**Screened scaling of the QED shifts of the 2p3/2 level in nine-electron ions, F to Cr15+**

The table holds the 2p3/2 eigenvalue with its first-order self-energy and vacuum-polarisation shifts, their ratio and their share of the eigenvalue, from configuration-averaged Dirac-Coulomb Hartree-Fock with a Fermi nucleus and a radiative potential. The program tests the hydrogenic $Z^2$ law of the share, a screened model with self-energy $\propto Z(Z-s_3)^3$ and $|\varepsilon|\propto(Z-s_\varepsilon)^2$, and a hydrogenic Uehling integral for the $Z^{-2}$ law of the ratio. Fitted to all rows, the screened model gives the share within 3.3 % and a smooth minimum near $Z=10.4$; fitted to charge 3 and above, it falls 18 % short at F and 8 % short at Ne+, at F mostly through the truncated form used for the eigenvalue. The ratio has exponent −1.97, and polynomial fits find no kink in either shift beyond twice the rounding. Orbital data for three ions and ionisation energies for three others show the unequal screening, the opposite sign for 2p1/2, the much larger Breit shift and the survival of the dip under a different denominator.

Nine-electron series from F to Cr15+, all [He] 2s2 2p5, computed with B-spline radial code 1: Dirac-Coulomb Hartree-Fock averaged over the nl configuration, Fermi nucleus, spherical atom at the basis-set limit. Self-energy and vacuum polarisation (Uehling plus Wichmann-Kroll) are first-order shifts of the 2p3/2 eigenvalue ε; positive means less bound.

## Numerical check

```python
# Table: 2p3/2 eigenvalue, first-order self-energy (SE) and vacuum polarisation (VP) of F-like ions,
# B-spline radial code, Dirac-Coulomb Hartree-Fock, nl average, Fermi nucleus.
# Tested: hydrogenic Z^2 law of the QED share, screened scaling of SE and eps, kinks, Z^-2 law of SE/VP.
T = {
    'ion': ['F', 'Ne+', 'Mg3+', 'Al4+', 'Si5+', 'P6+', 'S7+', 'Cl8+', 'Ar9+', 'K10+', 'Ca11+', 'Sc12+', 'Ti13+', 'V14+', 'Cr15+'],
    'Z': [9, 10, 12, 13, 14, 15, 16, 17, 18, 19, 20, 21, 22, 23, 24],
    'charge': [0, 1, 3, 4, 5, 6, 7, 8, 9, 10, 11, 12, 13, 14, 15],  # e
    'e': [-19.8279, -43.6601, -112.495, -157.31, -209.002, -267.554, -332.953, -405.191, -484.263, -570.167, -662.901, -762.466, -868.862, -982.091, -1102.15],  # eV
    'self_energy': [9.452e-05, 0.0001751, 0.0004738, 0.0007189, 0.001049, 0.001482, 0.002039, 0.002743, 0.003618, 0.004693, 0.005997, 0.007563, 0.009427, 0.01163, 0.01421],  # eV
    'vac_pol': [-2.675e-08, -6.252e-08, -2.5e-07, -4.477e-07, -7.594e-07, -1.231e-06, -1.923e-06, -2.906e-06, -4.272e-06, -6.128e-06, -8.603e-06, -1.185e-05, -1.605e-05, -2.14e-05, -2.814e-05],  # eV
    'se_over_vp': [-3530, -2800, -1900, -1610, -1380, -1200, -1060, -944, -847, -766, -697, -638, -588, -543, -505],
    'qed_share': [4.77, 4.01, 4.21, 4.57, 5.02, 5.54, 6.12, 6.76, 7.46, 8.22, 9.03, 9.9, 10.8, 11.8, 12.9],  # ppm
}
import numpy as np
from scipy.constants import alpha as a, physical_constants as pc, pi
from scipy.optimize import least_squares
from scipy.integrate import quad
ion = T['ion']
Z, q, e, se, vp, rat, sh = (np.array(T[k], float) for k in
    ('Z', 'charge', 'e', 'self_energy', 'vac_pol', 'se_over_vp', 'qed_share'))
e = -e
Ry = pc['Rydberg constant times hc in eV'][0]
mc2 = pc['electron mass energy equivalent in MeV'][0]*1e6
K = a/pi*a**4*mc2/8
F0 = 1/12 + 4/3*0.030   # anomalous moment + 2p Bethe logarithm (-0.030, rough recalled value)
me = lambda p, z: Ry/4*(z - p[0] - p[1]/z)**2
ms = lambda p, z: K*p[0]*z*(z - p[1])**3
fit = lambda f, y, x0, m: least_squares(lambda p: np.log(f(p, Z[m])/y[m]), x0).x
def vpH(z):   # Uehling, point nucleus, hydrogenic Dirac 2p3/2
    l, g = z*a/2, np.sqrt(4 - (z*a)**2)
    I = quad(lambda x: (1 + x*x/2)*np.sqrt(1 - x*x)*x**(2*g - 1)/(1 + l*x)**(2*g), 0, 1)[0]
    return -2*a/(3*pi)*z*a*mc2*l**(2*g + 1)/g*I
floor = lambda y, n: 0.5*10**(np.floor(np.log10(abs(y))) - n + 1)/abs(y)
al, hi = q >= 0, q >= 3   # charge>=3: short 1/Z expansion should hold
pe, ps, he, hs = fit(me, e, [5.7, 6], al), fit(ms, se, [.17, 3.8], al), fit(me, e, [5.7, 6], hi), fit(ms, se, [.17, 3.8], hi)
s_e, shH = Z - np.sqrt(4*e/Ry), 1e6*K*F0*Z**2/(Ry/4)
print(f"ion s_eps share_hyd/ppm table/hyd | all-row model-table %: eps SE share (F0={F0:.3f})")
for i in range(len(Z)):
    A, B = me(pe, Z[i]), ms(ps, Z[i])
    print(f"{ion[i]:6s}{s_e[i]:6.3f}{shH[i]:6.2f}{sh[i]/shH[i]:6.2f} |{100*(A/e[i]-1):6.1f}{100*(B/se[i]-1):6.1f}{100*(1e6*B/A/sh[i]-1):6.1f}")
print(f"all rows: s_eps={pe[0]:.2f}+{pe[1]:.2f}/Z; SE F={ps[0]:.3f} s={ps[1]:.2f} | charge>=3: {he[0]:.2f}+{he[1]:.2f}/Z; F={hs[0]:.3f} s={hs[1]:.2f}")
r = [100*(me(he, Z)/e - 1), 100*(ms(hs, Z)/se - 1), 100*(1e6*ms(hs, Z)/me(he, Z)/sh - 1)]
print("charge>=3 fit, model-table % (eps,SE,share): F " + " ".join(f"{x[0]:.1f}" for x in r) + "; Ne+ "
      + " ".join(f"{x[1]:.1f}" for x in r) + "; worst fitted " + " ".join(f"{abs(x[hi]).max():.1f}" for x in r))
zz = np.linspace(9, 14, 501)
g1, g2 = 1e6*ms(ps, zz)/me(pe, zz), 1e6*ms(hs, zz)/me(he, zz)
print(f"model minimum Z={zz[g1.argmin()]:.1f} ({g1.min():.2f} ppm; Z=11: {g1[200]:.2f}); charge>=3 fit Z={zz[g2.argmin()]:.1f}")
print(f"growth eps,SE: F>Ne+ {e[1]/e[0]:.2f},{se[1]/se[0]:.2f}; Ne+>Mg3+ {e[2]/e[1]:.2f},{se[2]/se[1]:.2f}; share F/Ne+ {100*(sh[0]/sh[1]-1):+.0f}%, Mg3+/Ne+ {100*(sh[2]/sh[1]-1):+.0f}%")
sl = lambda y: np.append(np.diff(np.log(abs(y)))/np.diff(np.log(Z)), np.nan)
d2 = np.r_[np.nan, 2*np.diff(np.diff(e)/np.diff(Z))/(Z[2:] - Z[:-2]), np.nan]
vH = np.array([vpH(z) for z in Z]); SS, SV = se/(K*F0*Z**4), vp/vH
print(f"ion dln/dlnZ to next: eps SE VP | eps''/eV (hyd {Ry/2:.3f}) | ratio*Z^2/1e5: table, F0/Uehling | SE/hyd VP/hyd")
for i in range(len(Z)):
    print(f"{ion[i]:6s}{sl(e)[i]:5.2f}{sl(se)[i]:5.2f}{sl(vp)[i]:5.2f} |{d2[i]:6.3f} |{-se[i]/vp[i]*Z[i]**2/1e5:5.2f}{-K*F0*Z[i]**6/vH[i]/1e5:5.2f} |{SS[i]:6.3f}{SV[i]:6.3f}")
out = []
for nm, y, n in (('SE', se, 4), ('VP', vp, 4), ('share', sh, 3)):
    res = np.log(abs(y)) - np.polynomial.Polynomial.fit(np.log(Z), np.log(abs(y)), 5)(np.log(Z))
    j = abs(res/floor(y, n)).argmax()
    out.append(f"{nm} {ion[j]} {100*res[j]:+.3f}% (floor {100*floor(y, n)[j]:.3f}%)")
print("degree-5 ln-ln fit, worst row vs rounding: " + "; ".join(out))
ex = np.polyfit(np.log(Z), np.log(-rat), 1)[0]
print(f"ratio exponent {ex:.2f}; leading 70*F0/alpha^2={70*F0/a**2/1e5:.2f}e5; max|VP/SE|={100*abs(vp/se).max():.2f}%")
# further outputs of the same runs: <r^-3>(2p3/2), SE(2p1/2), SE(2s), VP(2s), Breit(2p3/2) in eV
X = {'Al4+': (38.7268, -0.0005192994, 0.02794147, -0.001591712, 0.06057276),
     'Cl8+': (109.8337, -0.001772667, 0.08426931, -0.005412967, 0.1769153),
     'Sc12+': (237.5125, -0.004262936, 0.1938779, -0.01379204, 0.387839)}
for k, (r3, s12, s2, v2, br) in X.items():
    i = ion.index(k); s3 = Z[i] - (24*r3)**(1/3)
    print(f"{k}: s3={s3:.2f} r3/hyd={24*r3/Z[i]**3:.3f} F_eff={se[i]/(K*Z[i]*24*r3):.3f} SE p1/2:p3/2={s12/se[i]:.2f} 2s SE/VP={s2/v2:.1f} Breit/SE={br/se[i]:.0f}")
    assert s_e[i] > s3 + 2
# further outputs: computed and tabulated ionisation energies of F, Ne+, Mg3+ in eV
ic, it = np.array([17.10988, 41.03106, 109.9883]), np.array([17.42282, 40.96297, 109.2654])
print("share/ppm F,Ne+,Mg3+ over computed IE", np.round(1e6*(se+vp)[:3]/ic, 2), "tabulated IE", np.round(1e6*(se+vp)[:3]/it, 2))
print("|eps| above computed IE, %:", np.round(100*(e[:3]/ic - 1), 1))
assert (se > 0).all() and (vp < 0).all() and -2.3 < ex < -1.7
assert ion[sh.argmin()] == 'Ne+' and sl(e)[0] > sl(se)[0] and (sl(e)[1:-1] < sl(se)[1:-1]).all()
```

Output:

```
ion s_eps share_hyd/ppm table/hyd | all-row model-table %: eps SE share (F0=0.123)
F      6.586  1.24  3.86 |   2.0  -1.3  -3.3
Ne+    6.417  1.53  2.63 |  -2.2  -0.7   1.5
Mg3+   6.249  2.20  1.92 |  -1.7   0.5   2.4
Al4+   6.199  2.58  1.77 |  -1.2   0.9   2.1
Si5+   6.161  2.99  1.68 |  -0.7   1.1   1.8
P6+    6.131  3.43  1.61 |  -0.3   1.3   1.5
S7+    6.106  3.91  1.57 |   0.1   1.2   1.2
Cl8+   6.086  4.41  1.53 |   0.3   1.0   0.9
Ar9+   6.068  4.94  1.51 |   0.5   0.8   0.4
K10+   6.053  5.51  1.49 |   0.7   0.4  -0.1
Ca11+  6.040  6.10  1.48 |   0.8   0.0  -0.6
Sc12+  6.028  6.73  1.47 |   0.9  -0.4  -1.1
Ti13+  6.017  7.38  1.46 |   0.9  -1.0  -1.4
V14+   6.008  8.07  1.46 |   1.0  -1.6  -2.2
Cr15+  5.999  8.79  1.47 |   1.0  -2.2  -3.2
all rows: s_eps=5.51+9.44/Z; SE F=0.164 s=3.69 | charge>=3: 5.73+6.15/Z; F=0.168 s=3.80
charge>=3 fit, model-table % (eps,SE,share): F 14.9 -5.4 -17.7; Ne+ 4.1 -3.8 -7.6; worst fitted 0.3 1.4 1.6
model minimum Z=10.4 (4.04 ppm; Z=11: 4.08); charge>=3 fit Z=10.0
growth eps,SE: F>Ne+ 2.20,1.85; Ne+>Mg3+ 2.58,2.71; share F/Ne+ +19%, Mg3+/Ne+ +5%
ion dln/dlnZ to next: eps SE VP | eps''/eV (hyd 6.803) | ratio*Z^2/1e5: table, F0/Uehling | SE/hyd VP/hyd
F      7.49 5.85 8.06 |   nan | 2.86 1.77 | 0.278 0.172
Ne+    5.19 5.46 7.60 | 7.057 | 2.80 1.79 | 0.337 0.215
Mg3+   4.19 5.21 7.28 | 6.932 | 2.73 1.82 | 0.440 0.293
Al4+   3.83 5.10 7.13 | 6.877 | 2.71 1.83 | 0.485 0.328
Si5+   3.58 5.01 7.00 | 6.860 | 2.71 1.85 | 0.526 0.359
P6+    3.39 4.94 6.91 | 6.847 | 2.71 1.86 | 0.564 0.388
S7+    3.24 4.89 6.81 | 6.839 | 2.71 1.88 | 0.600 0.415
Cl8+   3.12 4.84 6.74 | 6.834 | 2.73 1.89 | 0.633 0.439
Ar9+   3.02 4.81 6.67 | 6.832 | 2.74 1.91 | 0.664 0.462
K10+   2.94 4.78 6.61 | 6.830 | 2.76 1.92 | 0.694 0.482
Ca11+  2.87 4.76 6.56 | 6.831 | 2.79 1.94 | 0.722 0.502
Sc12+  2.81 4.74 6.52 | 6.831 | 2.81 1.95 | 0.749 0.519
Ti13+  2.76 4.72 6.47 | 6.833 | 2.84 1.96 | 0.776 0.536
V14+   2.71 4.71 6.43 | 6.830 | 2.87 1.98 | 0.801 0.551
Cr15+   nan  nan  nan |   nan | 2.91 1.99 | 0.825 0.565
degree-5 ln-ln fit, worst row vs rounding: SE Mg3+ -0.018% (floor 0.011%); VP Ca11+ -0.011% (floor 0.006%); share K10+ +0.251% (floor 0.061%)
ratio exponent -1.97; leading 70*F0/alpha^2=1.62e5; max|VP/SE|=0.20%
Al4+: s3=3.24 r3/hyd=0.423 F_eff=0.141 SE p1/2:p3/2=-0.72 2s SE/VP=-17.6 Breit/SE=84
Cl8+: s3=3.19 r3/hyd=0.537 F_eff=0.145 SE p1/2:p3/2=-0.65 2s SE/VP=-15.6 Breit/SE=64
Sc12+: s3=3.14 r3/hyd=0.616 F_eff=0.150 SE p1/2:p3/2=-0.56 2s SE/VP=-14.1 Breit/SE=51
share/ppm F,Ne+,Mg3+ over computed IE [5.52 4.27 4.31] tabulated IE [5.42 4.27 4.33]
|eps| above computed IE, %: [15.9  6.4  2.3]
```
